**Third ionisation energies of Ti to Cu: term structure, correlation and the assignment of unlabelled rows**

The table holds the ionisation energies $\mathrm{M}^{2+}\to\mathrm{M}^{3+}$ ($3d^n\to3d^{n-1}$) from OpenMolcas at the CASSCF and SS-CASPT2 levels with a d-only active space, ANO-R3, X2C and spin-orbit state interaction, beside NIST values. The program fits a ground-term Racah formula, $a+bn+Bf_n-7C\theta_n$, and a plain line plus step to the spin-free values, a Landé expression to the spin-orbit share and a line plus step to the PT2 increment. The Racah form misses by 0.04 to 0.06 eV against 0.24 to 0.36 eV for the line plus step, and the fall from Mn to Fe shrinks from 4.27 eV (CASSCF) to 3.33 eV (PT2) and 3.02 eV (measured). A scan of all 720 orders of six rows shows that CASSCF alone cannot tell V from Fe or Mn from Ni, whereas the PT2 values, or CASSCF together with the increment, rank the true order first. The mean absolute error against the seven measured values is 1.75 eV for CASSCF and 0.20 eV for SS-CASPT2, with overshoots of 0.30 to 0.44 eV at Mn, Ni and Cu.

Ionisation energies of the doubly charged 3d ions Ti to Cu, between the lowest computed levels (OpenMolcas 26.06, ANO-R3 basis, X2C, finite nucleus). State-averaged CASSCF has the 3d shell active and orbitals optimised for the ground spin; SS-CASPT2 also correlates 3s and 3p (IPEA shift 0.25, imaginary shift 0.1 hartree). Both include spin-orbit coupling (RASSI, atomic mean field).

## Script

```python
# Table: ionisation energy M2+ -> M3+ (3d^n -> 3d^(n-1)), Ti..Cu, OpenMolcas CASSCF(d) and SS-CASPT2, ANO-R3, X2C, spin-orbit RASSI; NIST values.
# Tested: Racah ground-term model vs exchange counting, PT2 increment, Lande spin-orbit share, blind assignment of six rows.
T = {
    'element': ['Ti', 'V', 'Cr', 'Mn', 'Fe', 'Co', 'Ni', 'Cu'],
    'Z': [22, 23, 24, 25, 26, 27, 28, 29],
    'start': ['3F2', '4F3/2', '5D0', '6S5/2', '5D4', '4F9/2', '3F4', '2D5/2'],
    'end': ['2D3/2', '3F2', '4F3/2', '5D0', '6S5/2', '5D4', '4F9/2', '3F4'],
    'cas': [26.55, 28.18, 29.79, 32.46, 28.19, 31.17, 32.64, 34.06],  # eV
    'pt2': [27.59, 29.38, 31.12, 33.97, 30.64, 33.74, 35.52, 37.28],  # eV
    'so': [0.0, -0.01, -0.02, -0.07, 0.05, 0.03, -0.01, -0.07],  # eV
    'measured': [27.492, 29.311, 30.959, 33.668, 30.651, None, 35.187, 36.841],  # eV
    'err': [0.09, 0.07, 0.16, 0.3, -0.01, None, 0.34, 0.44],  # eV
}
import numpy as np
from itertools import permutations
from scipy.optimize import least_squares
el = T['element']; Z = np.array(T['Z'], float); n = Z - 20; ix = {e: i for i, e in enumerate(el)}
g = lambda k: np.array([np.nan if v is None else v for v in T[k]], float)
cas, pt2, so, ms, err = map(g, ['cas', 'pt2', 'so', 'measured', 'err'])
cB = {1: 0, 2: 8, 3: 15, 4: 21, 5: 35, 6: 35, 7: 43, 8: 50, 9: 56}  # minus coefficient of B in ground term
fB = np.array([cB[int(k)] - cB[int(k) - 1] for k in n], float); late = (n > 5) * 1.0; one = np.ones(len(n))
XR = np.c_[one, n, fB, -7 * late]; XS = np.c_[one, n, late]
def fit(y, X):
    m = ~np.isnan(y); p = np.linalg.lstsq(X[m], y[m], rcond=None)[0]; r = y - X @ p
    return p, r, np.sqrt(np.nanmean(r ** 2))
inc = pt2 - cas; R = {}
print("all energies eV; rounding floor 0.005 per entry, 0.01 per difference")
for k, y in [('CAS', cas), ('PT2', pt2), ('meas', ms)]:
    p, r, s = fit(y - so, XR); R[k] = r; q, r2, s2 = fit(y - so, XS); w = np.nanargmax(abs(r)); w2 = np.nanargmax(abs(r2))
    print(f"{k}: Racah b={p[1]:.2f} B={p[2]:.3f} C={p[3]:.3f} C/B={p[3]/p[2]:.1f} rms={s:.3f} worst {el[w]} {r[w]:+.2f}; line+step rms={s2:.3f} worst {el[w2]} {r2[w2]:+.2f}")
    d = np.diff(y); e = np.diff(y - so)
    print("  steps " + " ".join(f"{v:+.2f}" for v in d) + f"; Mn-Fe drop {-d[3]:.2f}, model spin-free 14B+7C-b {14*p[2]+7*p[3]-p[1]:.2f}")
    print(f"  local B: Ti-Mn {(e[2]-(e[0]+e[1])/2)/9:.3f}, Fe-Cu {(e[4]-(e[5]+e[6])/2)/9:.3f}")
    if k == 'meas': print(f"  Co predicted by fit {(XR@p+so)[ix['Co']]:.2f} (semi-empirical 33.5 in the outputs)")
L = {1: 2, 2: 3, 3: 3, 4: 2, 5: 0, 6: 2, 7: 3, 8: 3, 9: 2}
st = lambda k: (L[k] + 1) / 2 if k < 5 else L[k] / 2
s2 = np.array([st(int(k)) for k in n]); s3 = np.array([st(int(k) - 1) for k in n])
som = lambda p: p[0] * (Z / 26) ** p[1] * (s2 - p[2] * s3)
ps = least_squares(lambda p: som(p) - so, [0.05, 6, 1.15]).x
print(f"Lande: zeta2+(Fe)={ps[0]:.3f}, Z exponent {ps[1]:.1f}, zeta3+/zeta2+={ps[2]:.2f}, rms {np.sqrt(np.mean((som(ps)-so)**2)):.4f}")
pi, ri, si = fit(inc, XS)
print(f"increment = {pi[0]:.2f}+{pi[1]:.3f}n+{pi[2]:.2f}[n>5], rms {si:.3f}; Mn->Fe jump {inc[4]-inc[3]:.2f}")
print(f"increment slope per element: Ti-Mn {np.polyfit(n[:4],inc[:4],1)[0]:.2f}, Fe-Cu {np.polyfit(n[4:],inc[4:],1)[0]:.2f}")
print("el n PT2-CAS res | CAS-meas (%) PT2-meas (%) | Racah res CAS PT2 meas | s2 s3 so Lande")
for i, e in enumerate(el):
    print(f"{e} {n[i]:.0f} {inc[i]:.2f} {ri[i]:+.2f} | {cas[i]-ms[i]:+.2f} ({100*(cas[i]/ms[i]-1):+.1f}) {err[i]:+.2f} ({100*err[i]/ms[i]:+.1f}) | {R['CAS'][i]:+.2f} {R['PT2'][i]:+.2f} {R['meas'][i]:+.2f} | {s2[i]:.1f} {s3[i]:.1f} {so[i]:+.2f} {som(ps)[i]:+.3f}")
print(f"mean abs error, 7 rows: CAS {np.nanmean(abs(cas-ms)):.2f}, PT2 {np.nanmean(abs(err)):.2f}; max |so| {abs(so).max():.2f}")
for a, b in [('V', 'Fe'), ('Cr', 'Fe'), ('Mn', 'Ni'), ('Ti', 'V'), ('V', 'Cr')]:
    i, j = ix[a], ix[b]
    print(f"{b}-{a}: CAS {cas[j]-cas[i]:+.2f} PT2 {pt2[j]-pt2[i]:+.2f} meas {ms[j]-ms[i]:+.2f} incr {inc[j]-inc[i]:+.2f} so {so[j]-so[i]:+.2f}")
h = [0, 1, 2, 3, 4, 6]; res = {'CAS only': [], 'PT2 only': [], 'CAS+increment': []}
for pm in permutations(h):
    o = np.arange(len(n)); o[h] = pm
    p1, _, c1 = fit((cas - so)[o], XR); p2, _, c2 = fit((pt2 - so)[o], XR); p3, _, c3 = fit(inc[o], XS)
    lab = " ".join(f"{el[b]}as{el[a]}" for a, b in zip(h, pm) if a != b) or "true"
    if (p1[1:] > 0).all():
        res['CAS only'].append((c1, lab)); res['CAS+increment'].append((np.hypot(c1, c3), lab))
    if (p2[1:] > 0).all(): res['PT2 only'].append((c2, lab))
print("blind scan, 720 orders, b,B,C>0, Co and Cu fixed; best three by rms")
for k, v in res.items():
    v.sort(); rk = [x[1] for x in v].index('true') + 1
    print(f"{k}: true rank {rk}/{len(v)}; " + "; ".join(f"{l} {c:.3f}" for c, l in v[:3]))
# further outputs of the same runs (PT2, CASSCF with spin-orbit), less vetted than the table
X = {'Fe3+ d5': (55.03377, 53.69196), 'Co3+ d6': (51.42801, 49.22121), 'Co4+ d5': (79.72915, 78.51011),
     'V d1': (65.14288, 64.22605), 'Cr d1': (90.34075, 89.5472), 'Mn d1': (119.017195, 118.146813)}
print("other steps, PT2-CAS: " + ", ".join(f"{k} {a-b:.2f}" for k, (a, b) in X.items()))
print(f"Fe3+ d5->d4 PT2 less measured (54.91, outputs): {X['Fe3+ d5'][0]-54.91:+.2f}; Co2+ PT2 less semi-empirical {pt2[ix['Co']]-33.5:+.2f}")
assert cas[3] - cas[4] > pt2[3] - pt2[4] > ms[3] - ms[4] > 0
assert inc[4:].min() - inc[:4].max() > 0.5
assert so[3] < 0 < so[4] and abs(so).max() < 0.08
assert np.nanmax(cas - ms) < 0 and (np.diff(pt2[:4]) > 0).all() and (np.diff(pt2[4:]) > 0).all()
```

It prints:

```
all energies eV; rounding floor 0.005 per entry, 0.01 per difference
CAS: Racah b=1.71 B=0.144 C=0.582 C/B=4.0 rms=0.058 worst Cr +0.08; line+step rms=0.360 worst Co +0.60
  steps +1.63 +1.61 +2.67 -4.27 +2.98 +1.47 +1.42; Mn-Fe drop 4.27, model spin-free 14B+7C-b 4.39
  local B: Ti-Mn 0.121, Fe-Cu 0.167
PT2: Racah b=1.93 B=0.134 C=0.500 C/B=3.7 rms=0.062 worst Mn -0.10; line+step rms=0.337 worst Co +0.50
  steps +1.79 +1.74 +2.85 -3.33 +3.10 +1.78 +1.76; Mn-Fe drop 3.33, model spin-free 14B+7C-b 3.45
  local B: Ti-Mn 0.125, Fe-Cu 0.144
meas: Racah b=1.86 B=0.115 C=0.484 C/B=4.2 rms=0.037 worst V +0.07; line+step rms=0.243 worst Cr -0.45
  steps +1.82 +1.65 +2.71 -3.02 +nan +nan +1.65; Mn-Fe drop 3.02, model spin-free 14B+7C-b 3.14
  local B: Ti-Mn 0.113, Fe-Cu nan
  Co predicted by fit 33.45 (semi-empirical 33.5 in the outputs)
Lande: zeta2+(Fe)=0.053, Z exponent 6.6, zeta3+/zeta2+=1.10, rms 0.0035
increment = 0.54+0.208n+0.68[n>5], rms 0.073; Mn->Fe jump 0.94
increment slope per element: Ti-Mn 0.15, Fe-Cu 0.26
el n PT2-CAS res | CAS-meas (%) PT2-meas (%) | Racah res CAS PT2 meas | s2 s3 so Lande
Ti 2 1.04 +0.08 | -0.94 (-3.4) +0.09 (+0.3) | -0.05 +0.05 -0.01 | 2.0 1.5 +0.00 +0.006
V 3 1.20 +0.03 | -1.13 (-3.9) +0.07 (+0.2) | +0.03 +0.05 +0.07 | 2.0 2.0 -0.01 -0.005
Cr 4 1.33 -0.04 | -1.17 (-3.8) +0.16 (+0.5) | +0.08 +0.00 -0.02 | 1.5 2.0 -0.02 -0.022
Mn 5 1.51 -0.07 | -1.21 (-3.6) +0.30 (+0.9) | -0.06 -0.10 -0.04 | 0.0 1.5 -0.07 -0.067
Fe 6 2.45 -0.02 | -2.46 (-8.0) -0.01 (-0.0) | -0.06 -0.10 -0.04 | 1.0 0.0 +0.05 +0.053
Co 7 2.57 -0.11 | +nan (+nan) +nan (+nan) | +0.08 +0.01 +nan | 1.5 1.0 +0.03 +0.027
Ni 8 2.88 -0.00 | -2.55 (-7.2) +0.34 (+1.0) | +0.03 +0.03 +0.03 | 1.5 1.5 -0.01 -0.012
Cu 9 3.22 +0.13 | -2.78 (-7.5) +0.44 (+1.2) | -0.05 +0.06 +0.00 | 1.0 1.5 -0.07 -0.070
mean abs error, 7 rows: CAS 1.75, PT2 0.20; max |so| 0.07
Fe-V: CAS +0.01 PT2 +1.26 meas +1.34 incr +1.25 so +0.06
Fe-Cr: CAS -1.60 PT2 -0.48 meas -0.31 incr +1.12 so +0.07
Ni-Mn: CAS +0.18 PT2 +1.55 meas +1.52 incr +1.37 so +0.06
V-Ti: CAS +1.63 PT2 +1.79 meas +1.82 incr +0.16 so -0.01
Cr-V: CAS +1.61 PT2 +1.74 meas +1.65 incr +0.13 so -0.01
blind scan, 720 orders, b,B,C>0, Co and Cu fixed; best three by rms
CAS only: true rank 3/113; FeasV VasFe 0.053; NiasMn MnasNi 0.057; true 0.058
PT2 only: true rank 1/129; true 0.062; FeasCr CrasFe 0.174; FeasV VasFe 0.538
CAS+increment: true rank 1/113; true 0.094; FeasV VasFe 0.546; NiasMn MnasNi 0.560
other steps, PT2-CAS: Fe3+ d5 1.34, Co3+ d6 2.21, Co4+ d5 1.22, V d1 0.92, Cr d1 0.79, Mn d1 0.87
Fe3+ d5->d4 PT2 less measured (54.91, outputs): +0.12; Co2+ PT2 less semi-empirical +0.24
```
